Q: I want the gap of a sapphire film whose in-plane lengths are stretched by 2 %. I have a hydrostatic series, in which all lengths change alike. May I work out the film's volume and read the gap off that series?

A: That is the usual shortcut: a single deformation potential, meaning that the gap depends on volume and on nothing else. In the rows marked epitaxial xy the strain is imposed in the plane and the length along the normal was relaxed with r2SCAN, so in PBE a compressive stress of 6 to 8 GPa remains along the normal. Use the column for the least direct gap, which is taken at the zone centre Γ in every row. Then the small shifts of the valence top away from Γ, worth about 0.02 eV at most, don't disturb the comparison. The film at −2 % has such a shift too, though it is so small that the table still calls the gap direct.

Corundum Al2O3 (10-atom cell) under strain, computed with Ansatz 0.2.0: PBE, plane-wave PAW, cutoff 420 eV, 6×6×6 k mesh, no spin polarisation. Atoms, and in the epitaxial rows the length along the normal, were relaxed with r2SCAN. Strains are per length; they and all changes are counted from the unstrained r2SCAN cell, with compressive pressure positive.

```
 strain kind  strain (%)  band gap (eV)  band gap change (eV)  least direct gap change (eV)  gap kind  energy rise per atom (meV)  pressure change (GPa)
epitaxial xy          -3          6.763                 0.522                         0.522    direct                        49.1                  13.60
epitaxial xy          -2          6.612                 0.371                         0.372    direct                        25.8                   8.76
epitaxial xy          -1          6.444                 0.203                         0.208  indirect                         9.6                   4.23
epitaxial xy           1          5.933                -0.308                        -0.308    direct                        -3.4                  -3.98
epitaxial xy           2          5.628                -0.613                        -0.613    direct                        -0.9                  -7.68
epitaxial xy           3          5.326                -0.915                        -0.915    direct                         7.2                 -11.13
 hydrostatic          -3          7.421                 1.180                         1.180    direct                        96.0                  28.34
 hydrostatic          -2          7.015                 0.774                         0.774    direct                        49.9                  17.72
 hydrostatic          -1          6.621                 0.380                         0.380    direct                        18.3                   8.31
 hydrostatic           1          5.871                -0.370                        -0.370    direct                        -6.1                  -7.33
 hydrostatic           2          5.506                -0.735                        -0.727  indirect                        -1.1                 -13.76
 hydrostatic           3          5.150                -1.091                        -1.070  indirect                        14.2                 -19.41
```

Q: At 2 % in-plane strain the normal shrinks by 0.92 %, so the volume grows by a factor 1.02² × 0.9908 = 1.031. That is very nearly the volume of the hydrostatic row at +1 %, where the direct gap has fallen by 0.370 eV. But the film's has fallen by 0.613 eV!

A: So the shortcut misses about 0.24 eV at equal volume, and no curve drawn through volume can mend that. Now make the same comparison on the compressed side, with the film at −2 % and the hydrostatic row at −1 %.

Q: There the gap rises by 0.372 and 0.380 eV. They agree. Had I tested only compressed films, I would have trusted the shortcut.

A: The agreement is real for that pair, but it doesn't show that shape is unimportant. A film differs from a hydrostatically strained crystal in that its normal and its plane move in opposite directions. The standard repair adds a term for this, proportional to the normal strain minus the in-plane strain. For a single, non-degenerate level at Γ, theory gives such a linear term when the strain is small and keeps the symmetry.

Q: Let me try it on the stretched film. What constants do I need?

A: A smooth curve through the hydrostatic rows alone gives −0.376 eV for this film's volume. The shape constant, taken from the three stretched films, is 0.081 eV for each per cent of normal minus in-plane strain. Here that difference is −2.92 %.

Q: Then the two parts are

volume: −0.376 eV

shape: 0.081 × (−2.92) = −0.24 eV

sum: −0.61 eV

That is what was computed.

A: It should be, because this row helped to set the shape constant. The fair test is the compressed film at −2 %, which had no part in it. Its shape difference is +2.97 %, so the repaired formula adds 0.24 eV to the 0.39 eV from volume and predicts a rise of 0.63 eV. The calculation gives 0.37 eV. The output printed below shows both versions for every row.

Q: So the repair works where it was made and spoils the side that was already good. Is the response to shape simply not linear?

A: It bends, and the band edges show where. Between −3 and −1 % the conduction edge falls by 0.41 eV for each per cent of in-plane strain, and between +1 and +3 % it does the same. The valence edge falls by 0.25 eV per per cent on the compressed side but by only 0.11 eV on the stretched side. The bend in the gap therefore comes from the valence edge.

Q: Can I compare edge energies between different cells at all? Each cell has its own zero of energy.

A: You can't read a single shift as a change of ionisation energy. But a drift of the zero moves both edges together, and a kink in it would appear in both. Only the valence edge has one. This points to two valence states that exchange places at the top of the band.

Q: Why should they exchange?

A: The top of the valence band in such an oxide is made mostly of oxygen 2p states, which have a direction. In a filled band the uppermost of them are antibonding between neighbouring oxygens, so squeezing the crystal along their lobes pushes them up. Compressing the plane should then favour states that lie in the plane. Stretching the plane shortens the normal and should favour states that point along it.

Q: Does the calculation show these directions?

A: No, the characters of the bands aren't given, so the assignment remains an argument. It does fit the slopes: on the stretched side the valence edge falls slowly, as it would if the shortening normal held its state up. If the two states differ in symmetry they can't mix, and they cross with a sharp kink.

Q: That would also explain why the repaired formula predicted too large a gap for the compressed film. It kept following a state that was no longer on top.

A: Yes. The gap is measured from whichever valence state is higher, so it is always the smaller of two candidate gaps. Carry the line of one state past the crossing and you overestimate the gap. On the compressed side the gap from the state that takes over depends less on shape. At −2 % this dependence lowers the gap by slightly more than the extra 0.05 eV or so that this gap would have at zero strain. The two nearly cancel, which is why volume alone did well there; by −3 % its prediction is already 0.07 eV too high.

Q: Could I have noticed the exchange from the gaps alone?

A: Look at the steps between neighbouring rows. In the films the direct gap falls by 0.164 eV from −2 to −1 %, but by 0.305 eV from +1 to +2 %. The same hydrostatic steps are 0.394 and 0.357 eV, a gentle change without a kink. Hydrostatic strain keeps the proportions of the cell, so it should give neither state much of an advantage of that kind.

Q: Where exactly do the states cross?

A: Straight lines through the inner film rows meet near −0.3 % strain, which is a rough extrapolation. The unstrained crystal thus sits almost at the crossing, and even small film strains of opposite sign can follow different slopes. That strain is counted from a cell relaxed with r2SCAN, however, and PBE doesn't regard this cell as relaxed.

Q: Is that why the energy rise is negative at hydrostatic +1 %? I took it for an instability.

A: It is a misplaced zero. PBE prefers a larger cell and finds the starting one under a pressure of about 7.6 GPa, so a little expansion releases energy. Take off the work of that pressure, and the rows at −1 and +1 % cost 6.4 and 6.0 meV an atom, nearly the same, as they should near a minimum.

Q: Then which gap belongs to unstrained sapphire in PBE?

A: It depends on the cell you call unstrained. The starting cell has 6.24 eV, while the row at +1 %, almost free of stress in PBE, has 5.87 eV. Both are far below the real gap of roughly 9 eV, a well-known fault of this functional. For your film, take the change of the gap from film rows on the same side of the crossing, and don't take the absolute value from PBE.

Output of the analysis:

```
fit of d on 6 rows (hyd): coefficient of V -0.1255 +/- 9.5e-05, coefficient of V2 0.00109 +/- 1.2e-05; rms 0.00123, worst hydrostatic 0.00222, leave-one-out rms 0.00244
  rows outside the fit (model, value, miss): epitaxial xy 0.5903, 0.522, 0.0683; epitaxial xy 0.3897, 0.372, 0.0177; epitaxial xy 0.1928, 0.208, -0.0152; epitaxial xy -0.1902, -0.308, 0.118; epitaxial xy -0.3763, -0.613, 0.237; epitaxial xy -0.5588, -0.915, 0.356
Direct gap change in eV:
           row  strain %  volume change %  normal minus in-plane strain %  computed  volume only  volume and shape
  epitaxial xy        -3           -4.528                           4.469     0.522       0.5903            0.9539
  epitaxial xy        -2           -3.027                           2.972     0.372       0.3897            0.6315
  epitaxial xy        -1           -1.517                           1.483     0.208       0.1928            0.3134
  epitaxial xy         1            1.537                          -1.464    -0.308      -0.1902           -0.3093
  epitaxial xy         2            3.082                          -2.921    -0.613      -0.3763           -0.6139
  epitaxial xy         3            4.641                          -4.366    -0.915      -0.5588           -0.9139
   hydrostatic        -3           -8.733                               0      1.18        1.179             1.179
   hydrostatic        -2           -5.881                               0     0.774       0.7754            0.7754
   hydrostatic        -1            -2.97                               0      0.38       0.3822            0.3822
   hydrostatic         1             3.03                               0     -0.37      -0.3701           -0.3701
   hydrostatic         2            6.121                               0    -0.727       -0.727            -0.727
   hydrostatic         3            9.273                               0     -1.07        -1.07             -1.07
Shape constant from the stretched films, eV per % of normal minus in-plane strain: 0.08136
Direct gap change, epitaxial +2 less hydrostatic +1, eV: -0.243
Direct gap change, epitaxial -2 less hydrostatic -1, eV: -0.008
Share of the gap change at epitaxial +3 that volume alone misses, %: 38.93
Volume and shape less computed at epitaxial -3, eV: 0.4319
Valence edge, epitaxial -3 to -1, eV per % strain: -0.2544
Valence edge, epitaxial +1 to +3, eV per % strain: -0.1078
Conduction edge, epitaxial -3 to -1, eV per % strain: -0.4113
Conduction edge, epitaxial +1 to +3, eV per % strain: -0.4112
Direct gap, hydrostatic -3 to -1, eV per % strain: -0.4
Direct gap, hydrostatic +1 to +3, eV per % strain: -0.35
Rough epitaxial strain where the two gap lines meet, %: -0.3333
Rough distance of the two gap lines at zero strain, eV: 0.047
Energy rise without the work of the residual pressure, hydrostatic -1, meV an atom: 6.398
Energy rise without the work of the residual pressure, hydrostatic +1, meV an atom: 6.043
```
